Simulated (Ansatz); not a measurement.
## A ladder of methods for SiH2 (SMILES [SiH2])

SiH2: 3 atoms, total charge 0, spin state singlet. As SMILES, `[SiH2]`. The coordinates come from a PBE0-D4/def2-TZVP relaxation.

```jsonl
{"atom": "Si", "x (Å)": "-0.4912", "y (Å)": "0.4686", "z (Å)": "-0.2136"}
{"atom": "H", "x (Å)": "0.8403", "y (Å)": "0.5786", "z (Å)": "0.5225"}
{"atom": "H", "x (Å)": "-0.3491", "y (Å)": "-1.0472", "z (Å)": "-0.3089"}
```

Quantity: the vertical electron affinity (to the doublet anion), in eV. The values are calculated.

The electron affinity is E(neutral) − E(anion): positive where the electron is bound.

```tsv
level	kind	program	value (eV)	less FCI/cc-pVDZ
HF/cc-pVDZ	Hartree–Fock	Ansatz	0.28	-0.17
SVWN5/cc-pVDZ	LDA	Ansatz	0.87	+0.42
r2SCAN/cc-pVDZ	meta-GGA	Ansatz	1.03	+0.58
PBE0/cc-pVDZ	global hybrid	Ansatz	0.90	+0.45
HSE06/cc-pVDZ	range-separated hybrid	Ansatz	0.89	+0.44
B2PLYP/cc-pVDZ	double hybrid	Ansatz	0.60	+0.15
RPA@PBE/cc-pVDZ	RPA	Ansatz	0.50	+0.05
CCSDT/cc-pVDZ	coupled cluster or CI	Ansatz	0.45	0.00
FCI/3-21G	exact in the basis	Ansatz	0.26	-0.19
FCI/cc-pVDZ	exact in the basis	Ansatz	0.45	0.00
```

FCI/cc-pVDZ is exact within its basis and frozen core, so for wave-function methods in that basis the difference is their error; functionals converge differently with the basis, so for them it is only a difference. The values span 0.26 to 1.03 eV. High-level rows in very small sets aren't better than simpler rows in larger ones.

Every level binds the extra electron. In singlet SiH2 it enters the empty, out-of-plane Si 3p orbital, leaving the in-plane lone pair doubly occupied. Correlation raises the affinity only from 0.28 eV in Hartree–Fock to 0.45 eV in FCI with cc-pVDZ. This modest gain probably reflects a partial cancellation: the anion has more electrons to correlate, but filling the 3p orbital restricts the lone-pair-to-3p double excitations that stabilise the neutral singlet. CCSDT reproduces FCI to the printed precision, so excitations beyond triples hardly affect the difference.

The FCI value nevertheless lies well below the known electron affinity of silylene. The likely main cause is the lack of diffuse functions, which penalises the anion more than the neutral; the rise from 0.26 eV in 3-21G to 0.45 eV in cc-pVDZ shows how sensitive the result is to the basis. The larger r2SCAN value, 1.03 eV, is closer to experiment, but this probably owes something to compensation between functional and basis errors and doesn't establish r2SCAN as the more accurate method.
